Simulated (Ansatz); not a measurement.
## Abstraction of H: GeH3Cl + In(CH3)Cl → GeH2Cl + InH(CH3)Cl

Species: GeH3Cl `[Cl][GeH3]`, singlet; In(CH3)Cl, doublet; GeH2Cl `[Cl][GeH2]`, doublet; InH(CH3)Cl, singlet. A radical takes H: the energy is the difference in strength between the Ge–H bond broken and the In–H bond made.

Shapes, held fixed at every level: PBE0-D4/def2-TZVP. Programs: Ansatz 0.2.0. The zero-point and thermal change to 298 K, harmonic and unscaled (PBE0-D4/def2-TZVP), is -5.2 kJ/mol.

```json
{"level": "r2SCAN-D4/def2-TZVPP", "kind": "meta-GGA", "ΔH(298 K) (kJ/mol)": "+66.0", "less CCSD(T)/def2-TZVPP": "-0.2"}
{"level": "BHLYP-D4/def2-TZVPP", "kind": "global hybrid", "ΔH(298 K) (kJ/mol)": "+69.8", "less CCSD(T)/def2-TZVPP": "+3.6"}
{"level": "PBE0-D4/def2-TZVPP", "kind": "global hybrid", "ΔH(298 K) (kJ/mol)": "+64.8", "less CCSD(T)/def2-TZVPP": "-1.4"}
{"level": "r2SCAN0-D4/def2-TZVPP", "kind": "global hybrid", "ΔH(298 K) (kJ/mol)": "+64.6", "less CCSD(T)/def2-TZVPP": "-1.6"}
{"level": "wB97M-V/def2-TZVPP", "kind": "range-separated hybrid", "ΔH(298 K) (kJ/mol)": "+57.7", "less CCSD(T)/def2-TZVPP": "-8.5"}
{"level": "B2PLYP/def2-TZVPP", "kind": "double hybrid", "ΔH(298 K) (kJ/mol)": "+70.1", "less CCSD(T)/def2-TZVPP": "+3.9"}
{"level": "CCSD(T)/def2-TZVPP", "kind": "coupled cluster or CI", "ΔH(298 K) (kJ/mol)": "+66.2", "less CCSD(T)/def2-TZVPP": "0.0"}
```

The highest level, CCSD(T)/def2-TZVPP, gives ΔH(298 K) = +66.2 kJ/mol; the levels span +57.7 to +70.1. The column of differences is taken from that level and isn't an error. No measured value is set beside it here. Open shells run unrestricted. For atoms past krypton def2 sets carry core potentials with scalar relativity. Relativity is left out for Ge. Outer-core shells of Ge, In are correlated in most correlated rows, in sets that cover them unevenly.

Hydrogen transfer from germanium to indium is endothermic at every level, +66.2 kJ/mol with CCSD(T), so the Ge–H bond broken is clearly stronger than the In–H bond made. The main reason is probably the more diffuse valence shell of indium, whose 5s and 5p orbitals overlap less well with hydrogen 1s than the 4s and 4p orbitals of germanium. The reluctance of indium to commit its 5s electrons to bonding also weakens the driving force from In(II) to In(III). The thermal term of -5.2 kJ/mol fits this picture, as a stiff Ge–H oscillator gives way to softer In–H motion.

The sign is secure against the choice of method, but the size is less so: wB97M-V lies well below the rest, and the global hybrids fall on both sides of CCSD(T), so the class of functional doesn't predict the deviation. Thermodynamically, GeH2Cl should therefore take hydrogen from InH(CH3)Cl, though how fast it would do so depends on a barrier that reaction enthalpies don't give.
